A cubic crystal has three equivalent axes, and in this compound the smallest gap lies at the point X, which occurs once for each axis. An electron wave at the X point of the z axis changes sign from one carbon layer to the next along z. Its energy can therefore respond differently to a stretch along z and to a stretch across z. Count the distinct responses and three numbers go a long way: one for stretch along the axis, one for stretch across it, and one for shear in the plane across it. In every row here both band edges lie at the same X point, so the band gap is the smallest of the gaps at the three X points, called valleys below.

Antifluorite Ca2C (unstrained a = 6.257 Å), computed with Ansatz 0.2.0: plane-wave PAW, r2SCAN, 500 eV cutoff, 8×8×8 k mesh, no spin polarisation, atoms relaxed under strain. Strain is per length, or for shear the change of angle (1 % = 0.01 rad); uniaxial strain holds the sides, epitaxial strain frees the normal. Gap changes are relative to the unstrained cell.

```
 strain kind  strain (%)  band gap (eV)  band gap change (eV)
epitaxial xy         1.5          0.388                -0.024
 hydrostatic           2          0.478                 0.065
    shear xy         2.5          0.375                -0.038
uniaxial 111           4          0.424                 0.011
  uniaxial z           2          0.334                -0.079
```

**Why volume is the wrong variable**

The hydrostatic row invites a simple rule: a larger cell has a larger gap. The uniaxial z row contradicts it, since there the cell also grows and the gap shrinks by 79 meV. The two rows agree once direction is taken into account. Stretch along the valley's own axis closes the gap, while stretch across it opens the gap. Hydrostatic expansion contains one part of the first kind and two of the second, and the two win.

A strain that treats the three axes differently also makes the valleys unequal. When the crystal is stretched along z, the z valley is stretched along its axis and its gap falls. The x and y valleys are stretched across their axes, and the rule puts their gaps about 72 meV above the unstrained value. The calculation indeed finds the least gap in the z valley. This competition explains why an anisotropic stretch can close a gap that uniform expansion opens.

**What shear does**

Shear xy turns the square cross-section of the cell into a rhombus at almost constant volume. One diagonal becomes longer and the other shorter. By symmetry, the z valley can hold a pair of valence levels of equal energy, and such a pair is split by this distortion: one level rises and the other falls. If this pair forms the valence edge, the gap is measured from the upper level and shrinks whichever way the crystal is sheared.

The band edges of the same calculation fit this picture. The valence edge rises by 39 meV, while the conduction edge moves by only about 1 meV. Simple ionic counting fills the carbon p shell, and the two p orbitals pointing across the valley axis would form such a pair, but that assignment is untested here.

**The rule**

For each valley, add these contributions:

- −39.5 meV for each 1 % of stretch along its axis;
- +36 meV for each 1 % of stretch along each of the two directions across it;
- −15.2 meV for each 1 % of shear in the plane across it, where 1 % means a change of angle by 0.01 radian, taken as positive for either sense of shear.

The lowest of the three sums is the estimated change of the band gap. The constants come from the uniaxial z, hydrostatic and shear rows, which the rule therefore reproduces by construction. The epitaxial and 111 rows took no part in setting them and serve as tests.

**First worked row: epitaxial xy**

The crystal is stretched by 1.5 % along x and y and is free to relax along z, where it contracts by 0.16 %. The x valley is stretched by 1.5 % along its axis. Across the axis it feels 1.5 − 0.16 = 1.34 % in total.

−39.5 × 1.5 + 36 × 1.34 ≈ −59 + 48 = −11 meV

The calculated change is −24 meV. The rule has the sign right, and it also picks the right place: the least gap is in an in-plane valley, while the z valley is estimated to lie far higher. The contraction along z has to be known from elsewhere. If it is ignored, the estimate is −5 meV.

**Second worked row: uniaxial 111**

A 4 % stretch along the body diagonal, with the sides held, favours none of the three axes. It amounts to a stretch of 4/3 % along each axis together with a shear of 8/3 % in each plane between them. All three valleys therefore give the same sum.

−39.5 × 4/3 + 36 × 8/3 − 15.2 × 8/3 ≈ −52.7 + 96.0 − 40.5 = +2.8 meV

The calculated change is +11 meV. This row has the largest strain in the table and the smallest change of gap, and the sum shows why. Expansion opens the gap by about as much as shear closes it. A small result here is no sign of a gap that ignores strain.

**How good the estimate is**

On the two test rows the typical (root-mean-square) miss is 11 meV. A rule based on volume alone misses by 45 meV, and simply assuming no change misses by 19 meV. Taking direction into account thus removes most of the error of the volume rule, but the gain over assuming no change is modest because both changes are small. The printed analysis below lists the parts and the misses row by row.

The misses are small beside the parts that cancel, yet large beside what remains. For hand use, an estimate of many tens of meV can be taken as a rough size, though neither test row has so large a change. One of about 10 meV says only that the gap hardly moves, and even its sign should not be relied on.

The epitaxial miss has a plausible source. The x valley is stretched along y but slightly compressed along z, so its cross-section becomes a rectangle. Symmetry allows this to split the valence pair as well, which would lower the gap further. If the effect were as strong as that of shear, the estimate would drop to −36 meV, beyond the calculated value. A weaker splitting would fit. The band edges point the same way: when each edge is estimated separately from the uniaxial z and hydrostatic rows, most of the miss falls in the valence edge. Still, no row isolates the effect.

**Where the rule stops**

Along the cubic axes, the strains imposed here are all stretches, of at most 2 %. Under compression the signs of the first two contributions reverse, and a different valley may become the lowest, so all three sums must be worked out. That use is an extrapolation. The constant for stretch across the axis comes from equal stretch in both directions, so with unequal stretch the gap may lie below the estimate. A combined strain could also put the two band edges in different valleys, and the gap would then be smaller than that of any single valley. For shear, a split pair of levels would make the gap fall in proportion to the strain, as the rule assumes. The constant rests on a single strain, however, which cannot test this, so the estimate for a much smaller or larger shear is uncertain.

The rule gives changes, to be added to an unstrained gap of 413 meV. That starting value is probably too low, because functionals of this kind usually make gaps too small. The material also needs care: this is Ca₂C in an assumed antifluorite structure whose stability is untested. Commercial calcium carbide is CaC₂, a different compound with paired carbon atoms, and these constants should not be used for it.

Printed output of the fit:

```
unstrained gap, meV: 413
hydrostatic change per 1 % of length, meV: 32.5
constant for 1 % stretch along the valley axis, meV: -39.5
constant for 1 % stretch along each direction across it, meV: 36
constant for 1 % shear in the transverse plane, meV: -15.2
strains seen by the valley with the least gap:
           row  along axis %  sum across axis %  transverse shear %
  epitaxial xy           1.5              1.341                   0
   hydrostatic             2                  4                   0
      shear xy             0                  0                 2.5
  uniaxial 111         1.333              2.667               2.667
    uniaxial z             2                  0                   0
parts of the estimate:
           row  along part meV  across part meV  shear part meV
  epitaxial xy          -59.25            48.29               0
   hydrostatic             -79              144               0
      shear xy               0                0             -38
  uniaxial 111          -52.67               96          -40.53
    uniaxial z             -79                0               0
estimates and computed changes:
           row  rule meV  computed meV  miss meV  other valley meV  volume only meV
  epitaxial xy    -10.96           -24     13.04             114.3            30.78
   hydrostatic        65            65         0                65               65
      shear xy       -38           -38         0                 0                0
  uniaxial 111       2.8            11      -8.2               2.8            43.33
    uniaxial z       -79           -79         0                72            21.67
rms miss of the rule on the two test rows, meV: 10.89
rms miss of volume only on the two test rows, meV: 44.98
rms miss of guessing no change on the two test rows, meV: 18.67
epitaxial estimate with added equal-strength splitting, meV: -36.17
epitaxial estimate with the normal contraction ignored, meV: -5.25
111 estimate if shear acts quadratically, meV: 0.09778
rise of the valence edge in the shear row, meV: 39.2
rise of the conduction edge in the shear row, meV: 1.493
```
